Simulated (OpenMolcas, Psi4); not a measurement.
**How methods differ on AlSbH3F (SMILES [F][AlH][SbH2])**

AlSbH3F: 6 atoms, total charge 0, spin state singlet. SMILES: `[F][AlH][SbH2]`. Geometry: relaxed at PBE0-D4/def2-TZVP. This is one conformer, not always the lowest.

```xyz
6

F    -1.1146   -1.6324    1.2623
Al   -0.3361   -1.0393   -0.0698
Sb    1.2799    1.0037    0.3348
H    -0.5948   -1.8007   -1.4317
H     0.8421    1.5920   -1.2099
H    -0.0344    1.8129    1.0681
```

Quantity: the energy change with the Al2–H4 bond stretched from 1.582 to 2.847 Å, in eV. The values are calculated.

```tsv
level	kind	program	value (eV)	CPU time (all runs)
HF/def2-SVP (core potential) (restricted)	Hartree–Fock	Psi4	3.37	26 s
BLYP/def2-SVP (core potential) (restricted)	GGA	OpenMolcas	2.52	55 s
M06-L/def2-SVP (core potential) (restricted)	meta-GGA	Psi4	2.84	90 s
TPSSh-D3(BJ)/def2-SVP (density fitting, core potential) (restricted)	hybrid meta-GGA	Psi4	2.83	30 s
wB97X-V/def2-SVP (core potential) (restricted)	range-separated hybrid	Psi4	3.12	5.6 min
B2PLYP/def2-SVP (core potential) (restricted)	double hybrid	OpenMolcas	2.92	37 s
MP3/def2-SVP (core potential) (restricted)	perturbation theory	Psi4	3.02	21 s
CCSD/def2-SVP (core potential) (restricted)	coupled cluster or CI	Psi4	2.79	64 s
```

The first shape isn't each level's own minimum. The values span 2.52 to 3.37 eV. In the correlated wave-function rows the outer d shell of Sb is correlated, in sets not made for it. Times are those of the runs behind each value, whatever else they computed, on shared processors of several kinds: orders of magnitude only.

Stretching the Al–H bond costs most in Hartree–Fock, at 3.37 eV, and least in BLYP, at 2.52 eV, with CCSD between them at 2.79 eV. As the bond lengthens, the σ and σ* orbitals draw together in energy and the doubly excited configuration gains weight. A single closed-shell determinant can't include it and keeps too much ionic character, so Hartree–Fock makes the stretched structure too high in energy. MP3 recovers only part of this left-right correlation, whereas CCSD treats the pair excitations to infinite order and comes out lower.

BLYP falls below CCSD, probably because its semilocal exchange overestimates the stabilisation of the stretched bond. The share of exact exchange doesn't by itself order the functionals: M06-L, which has none, nearly coincides with the hybrid TPSSh. Both lie close to CCSD, but at one stretched geometry this may reflect cancellation of errors and doesn't establish a reliable dissociation curve. Nor is the energy change a bond dissociation energy, since the fragments still interact at 2.847 Å.
